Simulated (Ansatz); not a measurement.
GaP: the change of phonon heat capacity and phonon entropy with temperature

Harmonic phonon free energy (zero-point part included), entropy and heat capacity at constant volume from interpolated force constants; periodic cell, basis, potentials, k mesh and filling as listed. The results are calculated, by Ansatz 0.2.0.

Structure of every row (space group F-43m, No. 216):
```
GaP
1.0
      0.0000     2.7252     2.7252
      2.7252     0.0000     2.7252
      2.7252     2.7252     0.0000
Ga P
1 1
Direct
  0.00000 0.00000 0.00000
  0.25000 0.25000 0.25000
```

Settings of every row: functional PBE; dispersion none; potentials PAW; wave cutoff 420 eV; density cutoff 1680 eV; k mesh 6x6x6; k shift 0x0x0; occupations fixed; smearing width 0 eV; spin none; phonon method finite displacements; phonon supercell 2x2x2; dipole term of polar modes left out.

Limits: no field term in a polar crystal; volume not checked for rest.

```
row  temperature (K)  phonon heat capacity (k_B/atom)  phonon entropy (k_B/atom)  phonon free energy (meV/atom)
  1              200                            2.262                      2.229                          28.52
  2              300                            2.621                      3.225                           4.84
  3              400                                ?                          ?                              ?
  4              500                            2.852                      4.631                         -63.71
  5              600                            2.896                      5.155                        -105.94
  6              700                            2.923                      5.604                        -152.35
  7              800                             2.94                      5.995                        -202.36
  8              900                            2.953                      6.342                        -255.54
  9             1000                            2.962                      6.654                        -311.56
```

Question: what phonon heat capacity and phonon entropy should row 3 give?

Worked fit of phonon heat capacity. At high temperature a harmonic heat capacity falls short of its limit by a term in 1/T², so take t = (100 K / T)². The shown rows have t = 0.25, 0.11111, 0.04, 0.02778, 0.02041, 0.01562, 0.01235, 0.01. Least squares give phonon heat capacity = 2.9985 − 3.769 × t + 3.293 × t² k_B/atom; a straight line predicts inner rows, each left out in turn, worse (root mean square 0.018 against 0.0016 k_B/atom). The rows lie off it by 0.000, 0.001, -0.001, 0.000, 0.000, 0.000, 0.001, 0.001. The constant, 2.9985 k_B/atom, is to be held against the harmonic limit of 3 k_B an atom. The withheld row has t = 0.0625, so the fit gives 2.9985 − 3.769 × (0.0625) + 3.293 × (0.0625)² = 2.776 k_B/atom.

The calculation gave 2.775 k_B/atom. The fit lies 0.001 k_B/atom (0.14 % of the column's range) above it, one unit of the last digit.

Worked fit of phonon entropy. Entropy rises as the heat capacity times the change of ln T, so take t = ln(T / 300 K). The shown rows have t = -0.4055, 0, 0.5108, 0.6931, 0.8473, 0.9808, 1.0986, 1.204. Least squares give phonon entropy = 3.2465 + 2.6117 × t + 0.18879 × t² k_B/atom; a straight line predicts inner rows, each left out in turn, worse (root mean square 0.047 against 0.015 k_B/atom). The rows lie off it by 0.011, -0.022, 0.001, 0.008, 0.009, 0.005, -0.002, -0.011 (root mean square 0.011 k_B/atom), a smooth pattern that one more power would take up: the form is only approximate. The slope at t = 0, 2.61 k_B/atom, estimates the heat capacity at 300 K. The withheld row has t = 0.2877, so the fit gives 3.2465 + 2.6117 × (0.2877) + 0.18879 × (0.2877)² = 4.014 k_B/atom.

The calculation gave 4.003 k_B/atom. The fit lies 0.011 k_B/atom (0.25 % of the column's range) above it; its largest miss of a shown row is 0.022 k_B/atom.

The other values of row 3: phonon free energy -26.43 meV/atom.
